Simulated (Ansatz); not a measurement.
# A series in volume per atom on MnHg

Periodic Kohn-Sham DFT of a crystal at fixed atoms; pressure and stress are positive in compression; the energy is the free energy less that of spherical unpolarised free atoms; site moments are those in the method's own spheres, positive along +z. The results are calculated, by Ansatz 0.2.0.

Cell of the first row (space group Pm-3m, No. 221):
```
MnHg
1.0
      3.2479     0.0000     0.0000
      0.0000     3.2479     0.0000
      0.0000     0.0000     3.2479
Mn Hg
1 1
Direct
  0.50000 0.50000 0.50000
  0.00000 0.00000 0.00000
```

Settings of every row: method frozen-core PAW; functional PBE; relativity scalar; k mesh 10x10x10; filling fermi-dirac; smearing width 0.08 eV; wave cutoff 420 eV; paw set soft_2.

Atom:
| element | start moment (bohr magneton) |
| --- | --- |
| Mn | 4 |
| Hg | 0 |

Limits: no spin-orbit coupling on heavy atoms; with one magnetic atom in the cell only parallel moments are possible.

| row | volume per atom (Å³) | pressure (GPa) | cell moment (bohr magneton) |
| --- | --- | --- | --- |
| 1 | 17.131 | 5.882 | 3.769 |
| 2 | 17.668 | 2.776 | 3.827 |
| 3 | 18.215 | 0.303 | 3.894 |
| 4 | 18.761 | ? | ? |
| 5 | 19.308 | -3.423 | 4.019 |

Question: what pressure and cell moment should row 4 give?

Worked fit of pressure. Take u = (V_r/V)^(2/3) − 1 with V_r = 17.941 Å³ an atom, which is twice the finite (Eulerian) strain; such expansions in the strain, on which the Birch-Murnaghan equation of state is built, carry the rest volume and the bulk modulus. The shown rows have u = 0.03128, 0.01027, -0.01005, -0.04778. Least squares give pressure = 1.4811 + 125.294 × u + 476.79 × u² GPa; a straight line predicts inner rows, each left out in turn, worse (root mean square 0.47 against 0.085 GPa). The rows lie off it by 0.015, -0.042, 0.033, -0.006 (root mean square 0.028 GPa). The pressure vanishes at u = -0.0124, or V = 18.28 Å³ an atom, and there the bulk modulus at fixed shape and fractions is B = −V dP/dV = (2/3)(1 + u) dP/du = 74.7 GPa. The withheld row has u = -0.02935, so the fit gives 1.4811 + 125.294 × (-0.02935) + 476.79 × (-0.02935)² = -1.786 GPa.

The calculation gave -1.719 GPa. The fit lies 0.067 GPa (3.9 % of the value, 0.72 % of the column's range) below it; its largest miss of a shown row is 0.042 GPa.

Worked fit of cell moment. Take t = volume per atom − 18, in Å³. The shown rows have t = -0.869, -0.332, 0.215, 1.308. Their means are 0.0805 and 3.8772 bohr magneton; the sums about the means are S_tt = 2.597 and S_ty = 0.2998, whose ratio is the slope. Least squares give cell moment = 3.868 + 0.11545 × t bohr magneton. The rows lie off it by 0.001, -0.003, 0.001, 0.000. The withheld row has t = 0.761, so the fit gives 3.868 + 0.11545 × (0.761) = 3.956 bohr magneton.

The calculation gave 3.96 bohr magneton. The fit lies 0.004 bohr magneton (1.6 % of the column's range) below it; its largest miss of a shown row is 0.003 bohr magneton.
